## Two gaps of boron nitride under changing volume

When a crystal of zincblende boron nitride is squeezed or stretched evenly, its atoms keep their arrangement and only the bond length changes. Two energy gaps are followed here. The band gap is the smallest distance from the filled levels to the empty ones. In the known rows it runs from the valence top at Γ, the centre of the Brillouin zone, to an empty level at X on its boundary. The least direct gap joins two levels at the same wave vector, here Γ.

Zincblende BN computed with Ansatz 0.2.0: DFT with the r2SCAN functional, PAW potentials, a 500 eV plane-wave cutoff and a 12×12×12 k mesh, without spin polarisation or spin–orbit coupling. The volumes are those of the r2SCAN-relaxed cell and of evenly strained copies of it.

| volume (Å³/atom) | shortest distance (Å) | band gap (eV) | least direct gap (eV) |
| --- | --- | --- | --- |
| 4.946 | 1.475 | 5.207 | 10.454 |
| 5.402 | 1.520 | 5.108 | 10.011 |
| 5.552 | 1.533 | 5.075 | 9.874 |
| 5.879 | 1.563 | ? | ? |
| 6.061 | 1.579 | 4.963 | 9.435 |
| 6.222 | 1.593 | ? | ? |
| 6.634 | 1.627 | 4.835 | 8.983 |
| 6.843 | 1.644 | 4.788 | 8.596 |

What are the two gaps at 5.879 and 6.222 Å³/atom? The first of these volumes is that of the unstrained cell, and the second belongs to a slightly stretched one. Both lie between known rows, so a smooth curve would do, provided that each gap still joins the same pair of levels. Whether it does has to be settled first.

### Why the gaps close on expansion

The valence top is a bonding state, in which the orbitals of neighbouring atoms overlap in phase. The empty levels above it are antibonding, with the overlap out of phase. Pulling the atoms apart weakens the overlap and brings the two kinds of level closer together. This standard picture agrees with the table, where both gaps fall from each known row to the next. It is not a law for every gap, however: in silicon the gap from Γ to the empty levels near X widens on expansion.

An electron in a box with hard walls behaves in a similar way. Its levels vary as the inverse square of the box width, so a wider box has smaller gaps, and all of them shrink by the same percentage. If the bond length $d$ (the shortest distance in the table) took the place of the width, every gap would fall by 18 % from 4.946 to 6.634 Å³/atom. The direct gap falls by 14 % and the band gap by only 7 %. The box therefore gives the direction of the change but not its size. Its levels are purely kinetic energy and all scale alike, while each level of a crystal also depends in its own way on the potential of the atoms.

Each gap thus needs its own sensitivity to volume. A common shift of all levels cancels in a gap, so only the difference between the shifts of its two edges counts. For a gap $G$ at volume $V$, measured from the row $V_0 = 6.061$ Å³/atom, this gives

$$G(V) = G_0 + a\,\ln\frac{V}{V_0} + b\left(\ln\frac{V}{V_0}\right)^2 .$$

The coefficient $a$ is the difference between the volume deformation potentials of the two edges, and $b$ lets that difference change with volume. The logarithm measures relative change, so 0.01 stands for about 1 % in volume.

### A second empty level comes down

The direct gap shows a break near the end of the table. It falls by about 0.45 eV over the 0.57 Å³/atom before the row 6.634, and then by 0.39 eV over only 0.21 Å³/atom. A gap between one fixed pair of levels should not change its slope so abruptly.

The orbital energies of the same calculations point to the reason. At 5.402 Å³/atom the lowest empty level at Γ is a triplet, three states of equal energy, 10.01 eV above the valence top. A single state, the singlet, lies at 12.59 eV. At 6.634 the triplet is still the lower of the two, but the singlet is now only 0.10 eV above it.

Theory explains why the singlet moves so fast. It is built mainly from s orbitals, which are round, so at Γ the antibonding contributions from all four bonds of an atom add up. The triplet is built mainly from p orbitals, whose end-on and sideways overlaps contribute with opposite signs and partly cancel. The singlet therefore loses more energy when the bonds lengthen.

A line in $\ln V$ through the two singlet heights can be carried on to the row 6.843. It puts the singlet at 8.56 eV there, while the triplet's own line gives 8.83 eV. The two lines cross near 6.69 Å³/atom, just beyond the row 6.634. The direct gap at 6.843 thus most probably ends on the singlet, an inference from the levels of two other rows, and it does not belong on the triplet's line.

### The forecast

At 6.222 Å³/atom the same singlet line gives 10.18 eV, far above the triplet, and at 5.879 the singlet should be higher still. Both rows should therefore have the triplet as the lowest empty level at Γ. Their band gap should still run from Γ to X, as it does in the known rows on either side. Neither gap should show a kink.

For the direct gap a straight line in $\ln V$ was fitted to the five known rows up to 6.634; its slope is $a = -5.01$ eV. For the band gap all six known rows were used. The squared term was kept because leaving out one row at a time gave much smaller errors with it than without it. The direct gap at 6.222, a row outside the fit, can be worked out by hand:

$$\ln\frac{6.222}{6.061} = 0.0262, \qquad G = 9.435 - 5.01 \times 0.0262 = 9.304\ \text{eV}.$$

The forecasts are:

- at 5.879 Å³/atom, a band gap of 5.003 ± 0.005 eV and a direct gap of 9.588 ± 0.005 eV;
- at 6.222 Å³/atom, a band gap of 4.927 ± 0.005 eV and a direct gap of 9.304 ± 0.005 eV.

The range is a judgement for reading between smooth rows, not a statistical interval. It applies to what this calculation will give. The functional used here usually makes such gaps too small, so a measured gap may differ by far more than 0.005 eV.

### The computed values

The withheld rows as computed:

| volume (Å³/atom) | shortest distance (Å) | band gap (eV) | least direct gap (eV) |
| --- | --- | --- | --- |
| 5.879 | 1.563 | 5.003 | 9.587 |
| 6.222 | 1.593 | 4.927 | 9.303 |

All four values lie inside their ranges. The band gap agrees with the forecast to the last printed digit in both rows. The direct gap was forecast 0.001 eV too high in both, a difference too small to deserve a cause. The range was wider than these rows needed.

The forecasts succeed because both volumes lie between known rows and no other level interferes. Had the singlet already been the lowest empty level at 6.222, the direct gap would have dropped below the triplet's line, as it does at 6.843. The agreement supports the picture of one unchanged pair of levels. It does not test the account of why s and p orbitals respond differently, which rests on theory.

The squared term mattered for the band gap. A straight line in $\ln V$ gives values that are too low by 0.009 eV at 5.879 and by 0.007 eV at 6.222, outside the stated range in both cases. The sensitivity of this gap to a relative change in volume grows as the crystal expands, whereas that of the triplet gap stays nearly constant.

### Where the simple line fails

At 6.843 Å³/atom the triplet's line gives a direct gap 0.23 eV above the computed one. Adding a curvature term to that line would hide the likely cause, which is that the gap now ends on the singlet. The singlet's line comes much closer and is 0.04 eV too low. That is a fair result for a line drawn through two points and carried beyond them.

For practical use, the change of state matters more than the third decimal. Around the unstrained cell, a volume increase of 1 % lowers the direct gap by about 0.05 eV and the band gap by a little over 0.01 eV. Beyond the crossing, the same increase lowers the direct gap by roughly 0.16 eV, judging by the singlet's height at 6.634 and the computed gap at 6.843. An estimate for a stretched crystal should therefore begin with the question of which empty level is lowest, and only then apply a slope.

The weak response of the band gap has no tested explanation here. Symmetry settles one part of it. At X the wave has one sign on two of an atom's four neighbours and the opposite sign on the other two, so the overlap between s orbitals, which drives the singlet at Γ, cancels. Mixing between s orbitals on one atom and p orbitals on its neighbours remains, and the levels at Γ do not show how strongly it moves the empty level at X. The fits and the singlet estimates are printed in the output below.

Output of the analysis:

```
fit of band_gap on 6 rows: constant 4.954 +/- 0.0039, coefficient of lnv -1.3 +/- 0.033; rms 0.0076, worst 4.946 0.0111, leave-one-out rms 0.0133
  rows outside the fit (model, value, miss): 5.879 4.994, 5.003, -0.00949; 6.222 4.92, 4.927, -0.0072
fit of band_gap on 6 rows: constant 4.963 +/- 0.00024, coefficient of lnv -1.349 +/- 0.0017, coefficient of lnv**2 -0.7244 +/- 0.015; rms 0.000271, worst 6.061 -0.000423, leave-one-out rms 0.000931
  rows outside the fit (model, value, miss): 5.879 5.003, 5.003, 2.23e-05; 6.222 4.927, 4.927, -0.000279
fit of least_direct_gap on 5 rows (vol < 6.7): constant 9.435 +/- 0.00033, coefficient of lnv -5.009 +/- 0.0028; rms 0.000479, worst 4.946 -0.000687, leave-one-out rms 0.00101
  rows outside the fit (model, value, miss): 5.879 9.588, 9.587, 0.000772; 6.222 9.304, 9.303, 0.000754; 6.843 8.827, 8.596, 0.231
Singlet above valence top at 5.402 (eV): 12.59
Singlet above valence top at 6.634 (eV): 9.087
Singlet above triplet at 6.634 (eV): 0.1043
Slope of singlet height per unit ln V (eV): -17.04
Singlet height estimated at 6.222 (eV): 10.18
Singlet height estimated at 6.843 (eV): 8.559
Singlet estimate less computed direct gap at 6.843 (eV): -0.03739
Volume where singlet and triplet lines cross (Å³/atom): 6.692
Fall of indirect gap from 4.946 to 6.634 (%): 7.144
Fall of direct gap from 4.946 to 6.634 (%): 14.07
Fall expected from 1/d² over the same rows (%): 17.81
Volume of the unstrained cell (Å³/atom): 5.879
```
